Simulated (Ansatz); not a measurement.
NbSb: pressure against volume per atom

All results are calculated (Ansatz 0.2.0). Plane-wave density functional theory, PAW datasets, Gaussian smearing 0.05 eV: one cell in which all forces lie under 0.002 eV/angstrom; stress (xx yy zz yz xz xy) and pressure positive in compression; site moments are of spin alone; formation energy from the elements run alike, uncorrected.

Cell of the first row (space group F-43m, No. 216):
```
cell vectors (Å)
   0.0000     2.7832     2.7832
   2.7832     0.0000     2.7832
   2.7832     2.7832     0.0000
atoms (fractions of the cell vectors)
Nb  0.00000  0.00000  0.00000
Sb  0.25000  0.25000  0.25000
```

Settings of every row: paw set soft_2; functional PBE; spin treatment none; moment partition spheres; spin axis none; wave cutoff 420 eV; k mesh 6x6x6; SCF start atoms; lower state search light; symmetry use detected.

Atom first moment, atom hubbard u: 0 on all atoms.

Limits: coarse k-point mesh.

Limits of some rows: some atoms lie unusually close (a squeezed, shaken or made-up cell) (row 1).

| row | volume per atom (Å³) | pressure (GPa) |
| --- | --- | --- |
| 1 | 21.56 | 53.85 |
| 2 | 24.147 | 29.56 |
| 3 | 27.045 | 12.93 |
| 4 | 30.29 | ? |
| 5 | 31.165 | -0.07 |

Question: what pressure should row 4 give?

Worked fit of pressure. Take u = (V_r/V)^(2/3) − 1 with V_r = 25.596 Å³ an atom, which is twice the finite (Eulerian) strain; such expansions in the strain, on which the Birch-Murnaghan equation of state is built, carry the rest volume and the bulk modulus. The shown rows have u = 0.1212, 0.03962, -0.03605, -0.12299. Least squares give pressure = 20.188 + 221.331 × u + 462.73 × u² GPa; a straight line predicts inner rows, each left out in turn, worse (root mean square 4.4 against 0.27 GPa). The rows lie off it by 0.04, -0.12, 0.12, -0.04 (root mean square 0.089 GPa). The pressure vanishes at u = -0.1227, or V = 31.15 Å³ an atom, and there the bulk modulus at fixed shape and fractions is B = −V dP/dV = (2/3)(1 + u) dP/du = 63.1 GPa. The withheld row has u = -0.10618, so the fit gives 20.188 + 221.331 × (-0.10618) + 462.73 × (-0.10618)² = 1.90 GPa.

The calculation gave 1.98 GPa. The fit lies 0.08 GPa (4 % of the value, 0.15 % of the column's range) below it; its largest miss of a shown row is 0.12 GPa.
